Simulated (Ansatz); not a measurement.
# A series in volume scale on CaO

Results calculated with Ansatz 0.2.0, not measured. Periodic Kohn-Sham DFT of a crystal at fixed atoms, scaled to volume_scale times the given cell; pressure positive in compression, energy less spherical unpolarised free atoms, largest_vzz the field gradient of largest size among the nuclei.

The cell before it is scaled or strained (space group Fm-3m, No. 225):
```
cell vectors (Å)
   0.0000     2.4153     2.4153
   2.4153     0.0000     2.4153
   2.4153     2.4153     0.0000
atoms (fractions of the cell vectors)
Ca  0.00000  0.00000  0.00000
O   0.50000  0.50000  0.50000
```

Settings of every row: method all-electron LAPW; functional PBE; relativity scalar; k mesh 12x12x12; filling fermi-dirac; smearing width 0.05 eV; basis error target 0.5 meV/atom; nucleus gaussian.

Atom start moment: 0 on all atoms.

```csv
row,volume scale,V (Å³/atom),pressure (GPa),energy less free atoms (eV/atom)
1,0.9405,13.252,7.404,-6.3883
2,0.98,13.808,2.241,-6.4047
3,1,14.089,0.017,-6.4067
4,1.02,14.372,?,?
5,1.06,14.935,-5.393,-6.3918
```

Question: what pressure and energy less free atoms should row 4 give?

Worked fit of pressure. Take u = (V_r/V)^(2/3) − 1 with V_r = 13.948 Å³ an atom, which is twice the finite (Eulerian) strain; such expansions in the strain, on which the Birch-Murnaghan equation of state is built, carry the rest volume and the bulk modulus. The shown rows have u = 0.03471, 0.00675, -0.00668, -0.04456. Least squares give pressure = 1.1029 + 165.869 × u + 450.96 × u² GPa; a straight line predicts inner rows, each left out in turn, worse (root mean square 0.46 against 0.0042 GPa). The rows lie off it by 0.000, -0.002, 0.002, 0.000. The pressure vanishes at u = -0.0068, or V = 14.09 Å³ an atom, and there the bulk modulus at fixed shape and fractions is B = −V dP/dV = (2/3)(1 + u) dP/du = 106 GPa. The withheld row has u = -0.01977, so the fit gives 1.1029 + 165.869 × (-0.01977) + 450.96 × (-0.01977)² = -2.000 GPa.

The calculation gave -1.981 GPa. The fit lies 0.019 GPa (0.15 % of the column's range) below it; its largest miss of a shown row is 0.002 GPa.

Worked fit of energy less free atoms. Take u = (V_r/V)^(2/3) − 1 with V_r = 13.948 Å³ an atom, which is twice the finite (Eulerian) strain; such expansions in the strain, on which the Birch-Murnaghan equation of state is built, carry the rest volume and the bulk modulus. The shown rows have u = 0.03471, 0.00675, -0.00668, -0.04456. Least squares give energy less free atoms = −6.40618 + 0.1483 × u + 10.571 × u² eV/atom; a straight line predicts inner rows, each left out in turn, worse (root mean square 0.011 against 1.3e-06 eV/atom). All shown rows lie on it to the printed digit. Its lowest point lies at u = -0.0070, or V = 14.1 Å³ an atom, and the curvature there gives the bulk modulus at fixed shape and fractions, B = (4/9)(1 + u)² E″(u)/V = 105 GPa. The withheld row has u = -0.01977, so the fit gives −6.40618 + 0.1483 × (-0.01977) + 10.571 × (-0.01977)² = -6.4050 eV/atom.

The calculation gave -6.4049 eV/atom. The fit lies 0.0001 eV/atom (0.54 % of the column's range) below it, one unit of the last digit.
